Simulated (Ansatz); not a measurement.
A series in volume per atom on SnPt₃

All results are calculated (Ansatz 0.2.0). Periodic Kohn-Sham DFT of a crystal at fixed atoms; pressure and stress are positive in compression; the energy is the free energy less that of spherical unpolarised free atoms; site moments are those in the method's own spheres, positive along +z.

Cell of the first row (space group Pm-3m, No. 221):
```
CELL_PARAMETERS angstrom
3.91830 0.00000 0.00000
0.00000 3.91830 0.00000
0.00000 0.00000 3.91830
ATOMIC_POSITIONS crystal
Sn 0.00000 0.00000 0.00000
Pt 0.00000 0.50000 0.50000
Pt 0.50000 0.00000 0.50000
Pt 0.50000 0.50000 0.00000
```

Settings of every row: method all-electron PAW; functional LDA; relativity scalar; k mesh 8x8x8; filling fermi-dirac; smearing width 0.05 eV; nucleus gaussian.

Atom start moment: 0 on all atoms.

Limits: no spin-orbit coupling on heavy atoms.

```
row  volume per atom (Å³)  pressure (GPa)
  1                 15.04          12.917
  2                 15.36           6.698
  3                 15.68           1.224
  4                 15.84           -1.26
  5                    16          -3.587
  6                 16.16               ?
  7                 16.32          -7.816
  8                 16.64         -11.525
  9                 16.96         -14.773
```

Question: what pressure should row 6 give?

Worked fit of pressure. Take u = (V_r/V)^(2/3) − 1 with V_r = 15.92 Å³ an atom, which is twice the finite (Eulerian) strain; such expansions in the strain, on which the Birch-Murnaghan equation of state is built, carry the rest volume and the bulk modulus. The shown rows have u = 0.03864, 0.02416, 0.01018, 0.00336, -0.00334, -0.01641, -0.02906, -0.04131. Least squares give pressure = −2.4418 + 347.487 × u + 1241.59 × u² + 1355 × u³ GPa; a parabola predicts inner rows, each left out in turn, worse (root mean square 0.021 against 0.0015 GPa). The rows lie off it by 0.000, 0.001, -0.002, 0.000, 0.002, 0.000, 0.000, 0.000. The pressure vanishes at u = 0.0069, or V = 15.76 Å³ an atom, and there the bulk modulus at fixed shape and fractions is B = −V dP/dV = (2/3)(1 + u) dP/du = 245 GPa. The withheld row has u = -0.00993, so the fit gives −2.4418 + 347.487 × (-0.00993) + 1241.59 × (-0.00993)² + 1355 × (-0.00993)³ = -5.771 GPa.

The calculation gave -5.771 GPa. The fit meets it to the printed digit.
